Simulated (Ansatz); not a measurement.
# Sensitivity of the exchange coupling and mean-field ordering temperature of Y2MnNiO6 to U, functional, kind of rotation and numerical settings

A spin filter or a magnetic tunnel barrier needs a material that is both ferromagnetic and insulating, and it works only below the ordering temperature. Y2MnNiO6 combines the two properties, so a calculated ordering temperature is useful for screening, provided that it does not mainly reflect the settings of the calculation. The question is which settings move the leading Mn–Ni coupling and the mean-field temperature most, and which can be settled at little cost. Both quantities are computed about the ferromagnetic state with the atoms fixed. Each changed setting is measured against the first run with the same kind of rotation: 284 K for constrained moments and 303 K for rigid ones.

## Systems and settings

One crystal, Y2MnNiO6 (P2_1/c), in the lowest of the collinear states that were tried (ferromagnetic, 20 atoms, 4 counted as magnetic), from cells of the Materials Project database (relaxed there by DFT; measured order: ferro (arxiv:1403.0453)); atoms fixed. First run: Ansatz 0.2.0, plane waves with its default PAW datasets, cutoff 420 eV, collinear spins without spin-orbit coupling, Fermi-Dirac smearing of 0.05 eV. The k mesh is 6×4×4 and the sums for the couplings run over 8×6×4. Functional PBEsol, Dudarev U (eV) Mn 4, Ni 6, 136 empty bands in the sums (of 227 bands a spin in all). Every other row changes the setting that it names; any further change is remarked, and the kind of rotation is listed. Rigid couplings come from the magnetic force theorem at rigid moments: each moment turns with its exchange field frozen. Constrained couplings are taken at constrained moments: the directions are held and the rest of the density and field relaxes in linear response. Runs that did not converge or carry a known fault are not listed. Finished runs of the same series that are left out: the couplings about another state (rigid), which is no change of one numerical setting; the r2SCAN run (rigid), which repeats a listed case or did not pass the checks for like settings and one steady state; the run with induced moments folded in (rigid), which changes the model of the couplings and not one numerical setting; the run with U and J apart (constrained), which is no change of one numerical setting.

Notes on method and selection:

- J is defined by E = -sum over ordered pairs (each pair twice) of J e_i.e_j with unit vectors e, a classical Heisenberg model without biquadratic or multi-spin terms, so J > 0 favours parallel moments and the moment's size is inside J.
- All temperatures are for classical unit spins; for spin S a quantum mean-field treatment is higher by (S+1)/S. Mean field neglects fluctuations and lies above the Tyablikov (random-phase) and Monte Carlo values.
- The state is the lowest of a few collinear starts and need not be the true ground state; spin-orbit coupling is left out.
- Couplings at rigid moments can miss in size and sometimes in sign.
- Compare a row with the first run of the same kind of rotation.
- Rows that change the mesh of the sums or the empty bands start from the saved self-consistent state of the first run, so their moment cannot change and says nothing of convergence.
- Ansatz's own search for a lower self-consistent state was switched off in these runs, so a run may rest in a state that is not the lowest for its pattern of moments.
- A cell is blank where the run behind it was not made, did not finish, lost its pattern of moments or is not comparable with the others.
- Runs whose couplings were flagged as in doubt, moved by over 30 per cent with the upper empty bands, lost their pattern of moments or rest on unlike orbital states are not listed.
- Runs that did not converge, have known faults or may not be shown are not listed, and runs on Ansatz's PAW sets soft_1 and soft_2 are kept to separate tables.

Columns:

- moment (μB): largest spin moment inside an atomic sphere.
- gap on mesh (eV): band gap on the run's k mesh by the count of bands (negative: bands overlap, a metal).
- rotation: kind of rotation.
- Tyablikov T (K): Tyablikov (random-phase) ordering temperature from the same couplings.
- leading J (meV): mean J of the Mn–Ni pairs at 3.85 Å (4 such neighbours an atom).
- mean-field T (K): mean-field ordering temperature, 2/(3 kB) times the largest J(q) over wavevectors and sublattice modes.

Input lines of one member:

```
magnetization:
  spin_polarized: true
kpoints:
  mp_grid: { grid: [6, 4, 4] }
  band_path:
    path:
      - [0.0, 0.0, 0.0]
      - [0.5, 0.0, 0.0]
      - [0.5, 0.5, 0.0]
      - [0.0, 0.0, 0.0]
      - [0.0, 0.0, 0.5]
      - [0.5, 0.5, 0.5]
      - [0.0, 0.5, 0.0]
    npoints: 11
hamiltonian:
  xc: pbesol
  hubbard:
    sites:
      - { species: Mn, l: d, u_eff: 4.0, starting_ns: occupation_matrices }
      - { species: Ni, l: d, u_eff: 6.0, starting_ns: occupation_matrices }
    projectors: ortho-atomic
scf:
  occupations: { method: fermi_dirac, width: 0.05 }
  lower_state_search: "off"
output:
  write_bands: true
  eigenstates:
    nscf_kmesh: { grid: [8, 6, 4] }
    top_band: c136
    exchange_couplings: { magnetic: [{ species: Mn }, { species: Ni }] }
```

Command (options for logging and memory left out): `ansatz run input.yaml`

## Results

| member | moment (μB) | gap on mesh (eV) | rotation | Tyablikov T (K) | leading J (meV) | mean-field T (K) | remark |
| --- | --- | --- | --- | --- | --- | --- | --- |
| first run, rigid | 2.86 | 1.61 | rigid | 187 | 7.12 | 303 |  |
| mesh of the sums 10×8×6, constrained | 2.86 | 1.61 | constrained | 180 | 6.54 | 284 |  |
| 273 empty bands, rigid | 2.86 | 1.61 | rigid | 187 | 7.12 | 303 |  |
| U none, constrained | 2.55 | 0.67 | constrained | – | 2.66 | 125 | its own couplings prefer another order, at q = (−0.5, 0, 0) of this cell, to which the mean-field value belongs; mean field picks another wavevector than in the first run |
| mesh of the sums 6×4×4, rigid | 2.86 | 1.61 | rigid | 187 | 7.12 | 302 |  |
| U Mn 2.4, Ni 3.6, constrained | 2.73 | 1.61 | constrained | 116 | ? | ? |  |
| U Mn 5.6, Ni 8.4, constrained | 3.01 | 1.50 | constrained | 233 | 7.70 | 352 |  |
| first run, constrained | 2.86 | 1.61 | constrained | 180 | 6.54 | 284 |  |
| LDA, constrained | 2.84 | 1.58 | constrained | 173 | 6.55 | 278 |  |
| 54 empty bands, rigid | 2.86 | 1.61 | rigid | 186 | 7.10 | 302 |  |

Cells marked ? are withheld until the estimate has been made.

## What drives the series

The Hubbard U matters most. Raising it from 4 to 5.6 eV on Mn, and from 6 to 8.4 eV on Ni, lifts the constrained mean-field temperature by 352 − 284 = 68 K. Removing it lowers the leading coupling from 6.54 to 2.66 meV and the temperature to 125 K. That last value belongs to another wavevector, which the couplings of this run prefer to ferromagnetic order, so it is not a Curie temperature.

Larger spin moments could account for only part of the rise. Between no U and the largest U the square of the listed moment grows by (3.01 / 2.55)² = 1.39, while the leading coupling grows by 7.70 / 2.66 = 2.89. Superexchange theory offers a further cause. Virtual hopping from the half-filled Ni e_g shell into the empty Mn e_g shell favours parallel moments through Hund's coupling, whereas hopping from Ni e_g into the half-filled Mn t_2g shell, which the tilting of the octahedra allows, favours antiparallel ones. If U weakens the second path more than the first, the net ferromagnetic coupling rises.

The kind of rotation comes next: rigid moments give 303 − 284 = 19 K more than constrained ones, and a leading coupling of 7.12 instead of 6.54 meV. Replacing PBEsol by LDA at the same U and the same atomic positions changes the temperature by only 278 − 284 = −6 K and leaves the leading coupling almost unchanged; any effect of the functional through the bond lengths is excluded here.

The mesh of the sums and the number of empty bands are cheap to get right. The coarser mesh and the smaller set of 54 empty bands each change the rigid temperature by no more than about 1 K, and the finer mesh leaves the constrained value at 284 K. The plane-wave cutoff is less forgiving: an unlisted run below the recommended cutoff gave a mean-field temperature well above that of the first run, but a lower Tyablikov temperature.

## Prediction

Plain estimates from the members shown:

- U Mn 2.4, Ni 3.6, constrained, mean of the 9 members shown: 281 K, standard deviation 59

The mean of the members shown, 281 K, is of little use for the run with U of 2.4 eV on Mn and 3.6 eV on Ni, because most of those members share the larger U of the first run. The Tyablikov temperature of the run itself, 116 K, says more, since it comes from the same couplings.

The two constrained PBEsol runs with larger U give a slope of (352 − 284) / (233 − 180) = 1.28 K of mean-field temperature per kelvin of Tyablikov temperature. Carried down from the first run, this gives 284 − 1.28 × (180 − 116) = 202 K. The implied ratio of the two temperatures, 202 / 116 = 1.74, exceeds the 284 / 180 = 1.58 of the first run. The sign is reasonable: competing couplings soften some spin waves, which lowers the Tyablikov value more than the mean-field one, and such competition is evident in the run without U.

Tried on the LDA run, the same line gives 284 − 1.28 × 7 = 275 K against 278 K. On the rigid first run it gives 284 + 1.28 × 7 = 293 K against 303 K. These misses of 3 and 10 K occur close to the starting point, while the estimate reaches 64 K away in Tyablikov temperature, so the standard deviation is widened to 15 K.

**Committed estimate, U Mn 2.4, Ni 3.6, constrained: mean-field T = 202 ± 15 K.**

## How the estimate fared

| member | moment (μB) | gap on mesh (eV) | rotation | Tyablikov T (K) | leading J (meV) | mean-field T (K) |
| --- | --- | --- | --- | --- | --- | --- |
| U Mn 2.4, Ni 3.6, constrained | 2.73 | 1.61 | constrained | 116 | 5.29 | 206 |

| member | estimate | mean-field T (K) | computed | estimate − computed | miss in error bars |
| --- | --- | --- | --- | --- | --- |
| U Mn 2.4, Ni 3.6, constrained | committed | 202 | 206 | −4 | 0.3 |
| U Mn 2.4, Ni 3.6, constrained | mean | 281 | 206 | +75 |  |

The estimate of 202 K lies 4 K below the computed 206 K, well inside its error bar of 15 K, while the mean of the members shown is 75 K too high. The line through the Tyablikov temperatures held: its slope towards lower U is (284 − 206) / (180 − 116) = 1.22, against the 1.28 assumed. This is a limited success, because both temperatures come from the same couplings.

The leading coupling falls to 5.29 / 6.54 = 0.81 of its value in the first run, but the mean-field temperature falls to 206 / 284 = 0.73. Lower U must therefore also weaken the net ferromagnetic contribution of the other couplings.

The result does not test the superexchange argument, because the couplings are not separated by hopping path. That U weakens the antiparallel path more than the ferromagnetic one remains a conjecture.

## Where the trend breaks

The run without U stands farthest out. Its temperature is 284 − 125 = 159 K below that of the constrained first run, and even this overstates its ferromagnetic tendency, since the value belongs to another wavevector at which J(q) is larger. Without U the d states are less localised, the gap shrinks to 0.67 eV and antiferromagnetic couplings can compete with a leading coupling of only 2.66 meV. The preference for another order conflicts with the ferromagnetism observed in the crystal, which points to a failure of the functional without U, at least for couplings taken about the ferromagnetic state.

The other runs with changed U follow a regular course. In the mean-field formula the four neighbours of the leading shell alone give $T = 2 \times 4J/(3k_B)$, with $k_B$ = 0.0862 meV/K. From the lowest non-zero U to the highest this is 2 × 4 × 5.29 / (3 × 0.0862) = 164 K, 2 × 4 × 6.54 / (3 × 0.0862) = 202 K and 2 × 4 × 7.70 / (3 × 0.0862) = 238 K. All other couplings are left with 206 − 164 = 42 K, 284 − 202 = 82 K and 352 − 238 = 114 K. The remainder includes the two Mn–Ni neighbours at another distance as well as the more distant pairs. It changes proportionally more than the leading part, which is why the temperature responds to U more strongly than the leading coupling does.

## Experiment

| member | quantity | measured | computed | computed − measured | conditions | source |
| --- | --- | --- | --- | --- | --- | --- |
| first run, constrained | mean-field T (K) | 85 | 284 | +199 (+234.1 %) | ferromagnetic Curie temperature from minimum of dM/dT at 100 Oe; measured transition of the real crystal | [1] |

Sources:

[1] "Magnetic entropy change and critical exponents in double perovskite Y2NiMnO6" (2014, arXiv:1403.0453)

The constrained first run gives a mean-field temperature of 284 K against a measured Curie temperature of 85 K, too high by 199 K or a factor of 3.3. Neglected fluctuations explain part of this: the Tyablikov temperature from the same couplings is 180 K, which removes 284 − 180 = 104 K and leaves an excess of 180 − 85 = 95 K.

Classical spins do not explain the rest. Quantum spins of 3/2 on Mn and 1 on Ni would raise the mean-field value by a factor of roughly 1.7 to 2. The likelier cause is a net ferromagnetic coupling that is too strong at the chosen U. The strong drop of both temperatures in an unlisted constrained run with U and J given apart shows that the form of the correction matters as well, and it acts in the direction of the measurement.

The measured value is the minimum of dM/dT in a field of 100 Oe. This choice of criterion may shift the transition by a few kelvin, far less than the discrepancy. Exchange of Mn and Ni between their sites could lower the temperature of a real sample, by an amount not shown in the table. With one measured compound, no trend can be checked against experiment.

## Conclusions

The choice of U dominates. Between U of 2.4 and 5.6 eV on Mn, with 1.5 times as much on Ni, the constrained mean-field temperature rises by (352 − 206) / (5.6 − 2.4) = 46 K per eV of the Mn value. A straight line between these ends gives (206 + 352) / 2 = 279 K at the first run's U, which lies midway, against 284 K computed, so intermediate values in this series can be interpolated to about 5 K. That precision concerns the model, not the real crystal.

The kind of rotation matters less, at 19 K, and LDA in place of PBEsol changes the result by only 6 K at fixed atoms. For the mean-field temperature at rigid moments, the 6×4×4 mesh of the sums and 54 empty bands are already sufficient to about 1 K; these two reduced settings were not compared at constrained moments. Effort is better spent on the Hubbard correction and on treating fluctuations, which lower the first run's temperature by about 100 K. Quantum spins act the other way and are a larger omission than any of the numerical settings listed.

[Logs are printed without paths, hosts, clocks, repeated set-up lines and the standing remarks that a program may print on its own settings, such as how far it seeks lower states.]
